Gross-Butler equation and the midpoint proton inventory

1. Notation and conventions

L stands for H or D. n is the atom fraction of D among the hydrogens of the solvent L₂O. k_n is the forward rate constant at composition n, y(n) = k_n/k_0, and x = k_1/k_0 = y(1). A normal solvent isotope effect has x < 1. R is the reactant and ‡ the transition state. Exchangeable sites are labelled individually, so symmetry numbers are handled by counting configurations. An isotopologue is a list σ = (σ_1, σ_2, ...) with σ_j = 0 for H and σ_j = 1 for D. Solutes are given as concentrations, the solvent species as mole fractions f_HH, f_HD, f_DD. Water taken from the solvent is not written into the rate law, so for CO₂ + w L₂O → ‡ the constant k_n is pseudo-first-order, in s⁻¹.

2. Premises

P1. Transition-state theory: one rate-limiting ‡ in quasi-equilibrium with the reactants.
P2. H/D exchange of R with the solvent is fast compared with the reaction, and solutes are too dilute to change n.
P3. Rule of the geometric mean (RGM): the free-energy change on putting D in one site does not depend on the isotopes in the other sites. It holds for R, for ‡ (transmission coefficient included) and for water.
P4. H₂O, HDO and D₂O mix ideally.
P5. No medium effect: the activity coefficient of a given solute isotopologue does not depend on n.

P3 is plausible because isotope effects come mainly from zero-point energy, which is nearly additive over O–L bonds. It fails to the extent that two hydrogens share a mode, as in the bend of water.

3. The solvent pool

Consider H₂O + D₂O ⇌ 2 HDO with K = f_HD²/(f_HH f_DD). HDO has two labelled configurations. By P3 each has a partition function equal to the geometric mean of those of H₂O and D₂O. Hence K = 2² = 4.

Put α = √f_HH and β = √f_DD. Then f_HD = 2αβ. Normalisation gives (α + β)² = 1, so α + β = 1. The atom fraction is n = f_DD + f_HD/2 = β(β + α) = β. Therefore

(1) α = 1 − n, β = n, f_HH = (1 − n)².

4. Fractionation factor

For one site of a solute X write the exchange X–H + ½ D₂O ⇌ X–D + ½ H₂O. Its equilibrium constant is the fractionation factor φ = [XD]α/([XH]β). By P4 and P5 it does not depend on n. With (1),

(2) [XD]/[XH] = φ n/(1 − n).

For a site of bulk water the D/H odds are (β² + αβ)/(α² + αβ) = β/α, so φ = 1. A site with φ < 1 holds less D than water does.

Physical meaning, one O–L stretch, zero-point energy only. For a harmonic stretch of wavenumber ν̃ (H form) the zero-point energy drops on deuteration by ½hcν̃(1 − ρ), with ρ = √(μ_OH/μ_OD) and μ the diatomic reduced mass. The exchange gains this amount at the site and pays it in water:

(3) ln φ = −(hc/2k_BT)(1 − ρ)(ν̃_water − ν̃_site).

A site bound more loosely than in water has φ < 1.

5. Sum over isotopologues

Let X have ν sites with factors φ_j. By P3, (2) can be applied site by site in any order, starting from the all-H form X_H:

[X_σ] = [X_H] Π_j (φ_j n/(1 − n))^σ_j.

The sum over all 2^ν lists factorises, since each σ_j runs independently over 0 and 1:

(4) [X]_tot = [X_H] Π_j (1 + φ_j n/(1 − n)) = [X_H] Π_j (1 − n + nφ_j) / (1 − n)^ν.

6. The rate

Let R have r sites, and let ‡ be built from R and w solvent molecules. Hydrogen balance gives t = r + 2w sites in ‡. A lyonium or lyoxide ion that takes part is counted in R.

‡ lives too briefly to exchange, yet (4) applies to it. By P1 each ‡_σ is in equilibrium with the reactant isotopologues that form it, and by P2 these are in equilibrium with the pool. With s the number of D in σ, the chemical potentials obey μ(‡_σ) = μ(R_H) + w μ(H₂O) + (s/2)[μ(D₂O) − μ(H₂O)]. This is exactly the condition of exchange equilibrium between ‡_σ and ‡_H.

The rate is v = (k_BT/h) Σ_σ κ_σ [‡_σ], with the reaction coordinate removed from the partition function of ‡. By P3, κ_σ = κ_H Π_i κ_i^σ_i. Absorb each κ_i into φ_i. A transition-state φ_i is thus a flux ratio and contains any tunnelling effect of that site. The sum of section 5 gives

(5) v = (k_BT/h) κ_H [‡_H] Π_i (1 − n + nφ_i) / (1 − n)^t.

The all-H species obey [‡_H] = K‡ [R_H] f_HH^w, with K‡ independent of n by P4 and P5. Insert f_HH from (1) and [R_H] from (4):

(6) [‡_H] = K‡ [R]_tot (1 − n)^(2w + r) / Π_j (1 − n + nφ_j).

In (5) × (6) the powers of (1 − n) cancel because t = r + 2w. With k_n = v/[R]_tot and k_0 = (k_BT/h)κ_H K‡,

(7) y(n) = k_n/k_0 = Π_i(‡) (1 − n + nφ_i) / Π_j(R) (1 − n + nφ_j).

This is the Gross-Butler equation. At n = 1, x = Π φ_i / Π φ_j. Sites with φ = 1 drop out, so do the solvent waters, and a site with the same φ in R and ‡ cancels. The inventory counts only sites that change.

Medium factor. Take N sites with φ = Z^(1/N), N large. Then N ln(1 − n + n Z^(1/N)) → n ln Z, because Z^(1/N) = 1 + (ln Z)/N + .... Many weak solvation sites give a factor Z^n, which is the usual way to relax P5.

7. Why the midpoint

Put φ = e^λ. The function ln(1 − n + n e^λ) generates the cumulants of a variable that is 1 with probability n and 0 otherwise. Differentiating at λ = 0:

(8) ln(1 − n + n e^λ) = nλ + n(1 − n)λ²/2 + n(1 − n)(1 − 2n)λ³/6 + ....

The first terms of all sites add up to n ln x and carry nothing beyond the end points. Information on the number of sites starts at λ², with weight n(1 − n). This weight is largest at n = ½, where the λ³ term also vanishes. At n = ½ there is a closed form, (1 + e^λ)/2 = e^(λ/2) cosh(λ/2). With λ_i = ln φ_i for ‡ and η_j = ln φ_j for R, (7) becomes

(9) ln[y(½)/√x] = Σ_i ln cosh(λ_i/2) − Σ_j ln cosh(η_j/2).

Each ln cosh is non-negative. Transition-state sites raise the midpoint above √x, reactant sites lower it, whichever side of 1 their φ lies on. The factor Z^n contributes to x and not to (9).

8. Standard midpoints

m equal sites in ‡, none in R. Then φ^m = x, φ = x^(1/m), and (7) gives

(10) y_m(½) = ((1 + x^(1/m))/2)^m = √x [cosh(a/m)]^m, a = |ln x|/2.

For m = 1, y(n) is linear and y(½) = (1 + x)/2, the arithmetic mean of 1 and x.

Monotonic fall. Write m ln cosh(a/m) = a g(a/m) with g(u) = (ln cosh u)/u. The function ln cosh u is strictly convex (second derivative 1/cosh²u) and vanishes at u = 0, so g, the slope of its chord from the origin, increases with u. Raising m lowers u = a/m. Hence y_m(½) falls strictly with m for every x ≠ 1, normal or inverse.

Limit. ln cosh u = u²/2 − u⁴/12 + ..., so m ln cosh(a/m) ≈ a²/(2m) → 0 and y(½) → √x, the geometric mean. This is the pure medium case y = x^n.

One site in R, none in ‡. Then x = 1/φ and y(½) = 2/(1 + 1/x):

(11) y(½) = 2x/(1 + x) = √x / cosh a,

the harmonic mean. For m equal reactant sites y(½) = √x/[cosh(a/m)]^m, which is (10) with m → −m and rises towards √x. On a logarithmic scale the reactant ladder mirrors the transition-state ladder about √x.

Unequal sites. Let all m sites be in ‡ with λ_i of one sign, so Σ|λ_i| = 2a. Jensen's inequality for the convex ln cosh gives Σ ln cosh(λ_i/2) ≥ m ln cosh(a/m). The increase of g gives ln cosh(λ_i/2) ≤ (|λ_i|/2) g(a), and summing, Σ ≤ ln cosh a. So

(12) y_m(½) ≤ y(½) ≤ (1 + x)/2.

A midpoint therefore sets a lower bound on the number of sites. It does not fix the number.

Curvature parameter (Albery's γ). Define

(13) γ = 8 ln[y(½)/√x] / (ln x)².

With ln cosh(λ/2) = λ²/8 − λ⁴/192 + ..., γ ≈ (Σλ_i² − Ση_j²)/(ln x)². For m equal sites γ = (1/m)[1 − (ln x)²/(24m²) + ...]. Thus γ ≈ 1/m, γ = 0 for a medium effect, γ ≈ −1 for one reactant site. For same-sign sites in ‡, 1/γ ≈ (Σλ_i)²/Σλ_i² is an effective number of sites.

Incomplete deuteration. If the heaviest solvent has n = n* < 1, put n = s n*. Then 1 − n + nφ = 1 − s + sφ′ with φ′ = 1 − n* + n*φ. All results hold in s, with x taken at n* and φ′ for φ.

9. Range of validity

(a) RGM in ‡. Let the two mixed forms of a two-site ‡ carry an extra factor c. Then y(n) = (1 − n)² + 2c√x n(1 − n) + x n², and y(½) = (1 + x + 2c√x)/4. This equals the one-site value when c = (1 + x)/(2√x) = cosh a. Coupled motion of several protons, above all with tunnelling, can give c ≠ 1.

(b) RGM in water. For K ≠ 4, f_HD = √K αβ. At n = ½ symmetry gives α = β and α²(2 + √K) = 1. Sections 4 to 6 go through with α + βφ in place of 1 − n + nφ. At the midpoint each factor is 2α(1 + φ)/2, so if the sites of R and ‡ obey the RGM, y(½) gains (2α)^(t − r) = [4/(2 + √K)]^w. A pair of sites with φ = 1 that keeps the coupling of water in ‡ sums to α²(2 + √K) = 1 and gains nothing. The shift is thus 4/(2 + √K) per geminal OL₂ pair whose coupling is lost.

(c) Steps in series. For R ⇌ I (k_a, k_−a), I → P (k_b), the steady state gives k = k_a k_b/(k_−a + k_b), or 1/k = 1/k_A + 1/k_B with k_A = k_a and k_B = k_a k_b/k_−a. Each of k_A, k_B obeys (7), their combination does not:

(14) 1/y(n) = ω/y_A(n) + (1 − ω)/y_B(n), ω = k_0/k_A,0.

(d) Parallel paths. Add a path of relative size ε at n = 0, εr at n = 1, and ε√r at n = ½ (same curvature as the main path). To first order in ε the left side of (9) changes by ε(√r − ½ − r/2) = −ε(√r − 1)²/2, and ln x changes by ε(r − 1). Both enter (13), so δγ = −[8/(ln x)²] ε(√r − 1)²/2 − 2γε(r − 1)/ln x.

(e) Sites of opposite sign, reactant sites and medium factors. Bound (12) is lost or reinterpreted. One number γ cannot separate Σλ_i² from Ση_j², nor discrete sites from Z.

(f) P2 excludes slowly exchanging hydrogens such as most C–L sites. k_n must be the forward constant, with ionisation states held equivalent in all solvents. n is an atom fraction, not a volume fraction.

(g) Precision. If k_0, k_½ and k_1 have independent relative standard deviations s, then ln k_½ − ½ ln k_0 − ½ ln k_1 has standard deviation s√(1 + ¼ + ¼) = 1.22 s, and γ has 8 × 1.22 s/(ln x)². The scatter of ln x is neglected here. The method loses resolution as 1/(ln x)² when x → 1.

10. Illustration: CO₂ + w L₂O → ‡ at 298.15 K

CO₂ has no exchangeable hydrogen and bulk water has φ = 1. On the water path the denominator of (7) is therefore 1, apart from the solvation shell of CO₂, which enters Z. All 2w sites of ‡ come from water.

Inputs, approximate and chosen to represent the typical behaviour of the uncatalysed reaction: k_0 ≈ 0.037 s⁻¹ and k_0/k_1 ≈ 1.8. They are taken as exact below so that the models can be compared. Then x = 0.5556, ln x = −0.5878, (ln x)² = 0.3455, 8/(ln x)² = 23.2, √x = 0.7454, k_1 = 0.0206 s⁻¹.

Model midpoints from (10), (11), (13), listed as φ per site, y(½), γ, k_½ in s⁻¹:

m = 1: 0.556, 0.7778, 0.986, 0.0288
m = 2: 0.745, 0.7616, 0.498, 0.0282
m = 3: 0.822, 0.7561, 0.333, 0.0280
m = 4: 0.863, 0.7534, 0.250, 0.0279
m → ∞: φ → 1, 0.7454, 0, 0.0276
one reactant site: 1.8, 0.7143, −0.986, 0.0264

The last line is formal, since CO₂ has no such site. Worked case m = 2: φ = 0.7454, (1 + φ)/2 = 0.8727, squared 0.7616. The ratios of successive midpoints exceed 1 by 2.1 % (m = 1 over 2), 0.7 % (2 over 3) and 0.4 % (3 over 4). The whole ladder from m = 1 to m → ∞ spans 4.3 %.

Size of φ. With masses 1.00783, 2.01410 and 15.9949 u, ρ = 0.728 and 1 − ρ = 0.272, and k_BT/hc = 2.072 × 10⁴ m⁻¹. By (3), a single site with φ = x needs a softening of 9.0 × 10⁴ m⁻¹. Complete loss of a typical O–H stretch of liquid water, about 3.4 × 10⁵ m⁻¹, would give φ = 0.11. In this one-mode estimate, which ignores bends and tunnelling, x is far from the value for a proton whose stretch has become the reaction coordinate.

Different structures, same midpoint.
(i) w = 2. One water attacks carbon and passes a proton to the second water. Its other hydrogen is given φ = 1. The two hydrogens of the acceptor are assumed half-way to lyonium, φ = ℓ^½ = 0.831 with the typical ℓ ≈ 0.69. The moving site is fixed by x: φ = x/ℓ = 0.805. Result y(½) = 0.7562, γ = 0.335, which is practically the m = 3 line.
(ii) One site with assumed φ = 0.66 and a medium factor Z = x/0.66 = 0.842. Result y(½) = (1.66/2)√Z = 0.7615, γ = 0.496, which is practically the m = 2 line.
(iii) Two steps, (14), with assumed ω = ½, step A one-site and step B insensitive. From 1.8 = ½/φ + ½, φ = 0.385. Result y(½) = 0.8182, γ = 2.16, above the bound (12). A midpoint above (1 + x)/2 shows that the premises of (12) fail.

Neglected terms against the spacing. The gaps in γ are 0.49 (m = 1 to 2) and 0.17 (m = 2 to 3).
RGM in ‡: c = 1.0435 makes two sites look like one.
RGM in water: with the typical K ≈ 3.85, f_HH = 0.2524 at n = ½, the factor is 1.0096 per lost pair, and γ shifts by +0.22. This exceeds the gap between m = 2 and 3. For a ‡ built from w waters the shift lies between zero and about w times this value, depending on how much geminal coupling survives. The upper value is 0.44 for w = 2, which lifts two equal sites to γ = 0.94 against 0.99 for one site, and 0.66 for w = 3, more than the gap between m = 1 and 2.
Hydroxide path, CO₂ + OL⁻: with a typical constant of about 8.5 m³ mol⁻¹ s⁻¹ and [OH⁻] ≈ 1.0 × 10⁻⁴ mol m⁻³ at pH 7, ε = 0.023. For an assumed r = 2 the left side of (9) moves by −0.0020 and ln x by +0.023. By 9(d), γ moves by +0.03, −0.01 and −0.02 for m = 1, 2 and 3, and by −0.05 for γ = 0.
Back reaction: at fixed pH the relaxation rate of CO₂ ⇌ HCO₃⁻ is the sum of forward and reverse constants, k(1 + 10^(pK₁ − pH)). With the apparent pK₁ ≈ 6.35 the extra term is 0.22 at pH 7 in H₂O, five times the span of the ladder, and it varies with n. It has to be removed, for instance by using initial rates.
Composition: equal volumes, with molar volumes of about 18.07 and 18.13 × 10⁻⁶ m³ mol⁻¹ for H₂O and D₂O, give n = 18.07/(18.07 + 18.13) = 0.4992. Since d ln y/dn ≈ ln x, γ shifts by +0.01.
Scatter: the standard deviation of γ is 28.4 s. A gap of two standard deviations needs s ≤ 0.9 % for m = 1 against 2, and s ≤ 0.3 % for m = 2 against 3.

For these inputs the model's midpoint constant runs from 0.0288 s⁻¹ (one site) to 0.0276 s⁻¹ (pure medium effect). Its absolute size is inherited from the chosen k_0 and x, and only the ratios between models carry the third figure. With rate constants good to somewhat better than 1 %, the midpoint separates one site from two only if the RGM holds in ‡ and the loss of geminal coupling is known or small. Otherwise c = 1.0435, or the shift of up to 0.22 w in γ, can close most or all of the gap of 0.49, and (7) alone does not decide. The distinction between two and three sites lies within the shift caused by K ≠ 4 and cannot be drawn from (7) alone.